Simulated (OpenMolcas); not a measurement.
## A ladder of methods for C4H12Ge (SMILES CC(C)C[GeH3])

The species is C4H12Ge (17 atoms), meant as a singlet with charge 0. SMILES: `CC(C)C[GeH3]`. The coordinates come from a PBE0-D4/def2-TZVP relaxation. This is one conformer, not always the lowest.

Quantity: the vertical ionisation energy (to the doublet cation), in eV. The values are calculated.

| level | kind | program | value (eV) | CPU time (all runs) |
| --- | --- | --- | --- | --- |
| HF/6-31G* (spherical functions) | Hartree–Fock | OpenMolcas | 9.61 | 51 s |
| SVWN5/6-31G* (spherical functions) | LDA | OpenMolcas | 9.80 | 3.3 min |
| BLYP/6-31G* (spherical functions) | GGA | OpenMolcas | 9.54 | 4.9 min |
| revPBE/6-31G* (spherical functions) | GGA | OpenMolcas | 9.65 | 4.9 min |
| r2SCAN/6-31G* (spherical functions) | meta-GGA | OpenMolcas | 9.86 | 6.4 min |
| PBE0/6-31G* (spherical functions) | global hybrid | OpenMolcas | 10.03 | 4.6 min |

All-electron rows without a relativistic Hamiltonian named are non-relativistic. The values span 9.54 to 10.03 eV. CPU times are rough (shared hosts, several kinds of processor): they show what a rung costs within a factor of a few.

The vertical ionisation energy doesn't climb or fall steadily along the ladder. BLYP gives the lowest value, 9.54 eV, and PBE0 the highest, 10.03 eV, while LDA lies above both GGAs but below r2SCAN. Hartree–Fock, at 9.61 eV, falls well below PBE0, probably because it omits the correlation energy of the electron pair that ionisation breaks up. The value therefore can't be read as a simple function of the amount of exact exchange.

All six levels agree on a fairly high ionisation energy, as expected for a saturated molecule with neither a lone pair nor a π system. The electron has to come from the σ framework, most likely from an orbital with strong Ge–C bonding character, since germanium is less electronegative than carbon and its valence orbitals are higher in energy and more diffuse. Removing that electron should weaken the Ge–C bond, so the relaxed cation may differ markedly in structure, and these vertical values don't establish the adiabatic ionisation energy or the ease of fragmentation.
